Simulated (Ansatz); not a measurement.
## CeO2 (fluorite structure)

Method: HSE06, scalar-relativistic; no spin polarisation; PAW, 420 eV, 6×6×6 k-mesh, Gaussian smearing of 0.05 eV; code Ansatz; PAW files: Ansatz's generated set soft_2.

```xyz
3
Lattice="0.0000 2.6972 2.6972 2.6972 0.0000 2.6972 2.6972 2.6972 0.0000" Properties=species:S:1:pos:R:3 pbc="T T T"
Ce    0.0000    0.0000    0.0000
O     1.3486    1.3486    1.3486
O     4.0458    4.0458    4.0458
```

The start was a prototype's sites filled with these elements; the Crystallography Open Database holds the compound in this structure.

The volume is at zero pressure for this level.

The cell has space group Fm-3m (read at 0.01 Å). In it the stress is 0.01, 0.01, 0.01, 0.00, 0.00, 0.00 GPa and the largest force component 0.000 eV/Å. Each change below starts from this cell, without further relaxation. Stress is in GPa, positive in compression, in the order xx, yy, zz, yz, xz, xy; energies are counted from the cell above.

Task: What happens when atom 3 (O) is moved by 0.05 Å along z?

Result: The energy changes by 9.6 meV per cell, and the force on it along the shift is -0.385 eV/Å (−F/u = 7.69 eV/Å²). Stress: 0.08, 0.08, 0.23, 0.00, 0.00, 0.21.
```tsv
atom	Fx (eV/Å)	Fy	Fz
Ce1	0.000	0.000	0.170
O2	0.000	0.000	0.215
O3	0.000	0.000	-0.385
```
In a harmonic crystal the energy would rise by −½F·u = ½ × 7.69 × 0.05² eV = 9.6 meV, which matches.

Task: A single strain component, atoms carried along, gave the stress -1.06, -3.93, -1.06, 0.00, 0.00, 0.00. Which component, and about how large?

Result: An engineering strain of 1 % in yy; the energy changes by 4.8 meV per cell.

Scalar-relativistic only: spin–orbit splittings of the heavy atoms' levels are missing. Pressures of hybrids are less tightly converged.

Shifting one oxygen displaces its whole sublattice, because the cell repeats periodically. The reaction is larger on the other oxygen (0.215 eV/Å) than on cerium (0.170 eV/Å), although Ce–O is the shorter contact. The dipolar field of the shifted ions probably explains this: it pulls the like-charged oxygen along and offsets part of the short-range Ce–O repulsion. The two oxygen sublattices therefore resist moving against each other, the Raman-active motion, more than moving together against cerium, the polar one.

The xy shear stress arises because the tetrahedral oxygen site lacks inversion symmetry, so a shift along z couples linearly to that shear. The normal stresses can appear only at second order, through anharmonicity.

Under the yy strain, the stress is much larger along the stretched axis than across it. Symmetry forbids internal displacements for this strain, so the response already equals the relaxed-ion one. That would not hold for a shear strain, where the oxygen sublattices can shift in opposite directions and soften the crystal.
